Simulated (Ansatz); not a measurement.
**Redistribution: C2BrF5 + CHBrF2 → C2HF5 + CBr2F2**

Species: C2BrF5 (bromopentafluoroethane) `FC(F)(F)C(F)(F)Br`, singlet; CHBrF2 (bromodifluoromethane) `FC(F)Br`, singlet; C2HF5 (pentafluoroethane) `FC(F)C(F)(F)F`, singlet; CBr2F2 (dibromodifluoromethane) `FC(F)(Br)Br`, singlet. The partners trade Br for H; both sit on C, so the bond types are kept.

Shapes, held fixed at every level: PBE0-D4/def2-TZVP. Programs: Ansatz 0.2.0. The zero-point and thermal change to 298 K, harmonic and unscaled (PBE0-D4/def2-TZVP), is -0.2 kJ/mol.

**The experiment to reproduce.** Tabulated heats of formation (Active Thermochemical Tables, CRC Handbook of Chemistry and Physics): C2BrF5 -1064.4 (CRC); CHBrF2 -424.2 (ATcT); C2HF5 -1100.4 (CRC); CBr2F2 -384.5 (ATcT) kJ/mol, which give ΔH(298 K) = +3.7 kJ/mol.

```csv
level,kind,ΔH (kJ/mol),computed − measured
HF/def2-TZVPP,Hartree–Fock,+7.1,+3.4
wB97M-V/def2-TZVPP,range-separated hybrid,+8.0,+4.3
B2PLYP/def2-TZVPP,double hybrid,+6.0,+2.3
MP2/def2-SVP,perturbation theory,+6.6,+2.9
MP2/def2-TZVPP,perturbation theory,+6.1,+2.4
CCSD(T)/def2-SVP,coupled cluster or CI,+8.1,+4.4
CCSD/def2-TZVPP,coupled cluster or CI,+7.8,+4.1
CCSD(T)/def2-TZVPP,coupled cluster or CI,+8.1,+4.3
```

Nearest: B2PLYP/def2-TZVPP (+2.3); farthest: CCSD(T)/def2-SVP (+4.4). 8 of 8 levels lie within 10 kJ/mol. The heats of C2BrF5, C2HF5 come from older tables and can be uncertain by 10 kJ/mol or more. Relativity is left out for Br. Outer-core shells of Br are correlated in most correlated rows, in sets that cover them unevenly.

Every level makes the exchange mildly endothermic, so bromine slightly prefers the CF2 carbon that carries CF3 to the one that already carries a bromine. A likely contribution is repulsion between the two bulky, lone-pair-rich bromines in CBr2F2, although reaction enthalpies alone cannot separate this from differences in how CF3 and Br polarise the C–H and C–Br bonds.

The effect is small because one C–Br and one C–H bond, each on a difluorinated carbon, appear on both sides. Most of the correlation energy therefore cancels, and Hartree–Fock at +7.1 kJ/mol already lies close to CCSD(T)/def2-TZVPP at +8.1 kJ/mol. MP2 falls below Hartree–Fock in the larger basis while CCSD rises above it, which suggests that MP2 misjudges the small correlation remainder; connected triples then add little.

The shared positive offset from the tabulated value may thus lie largely in the reference, and the closer match of B2PLYP is no evidence of greater accuracy.
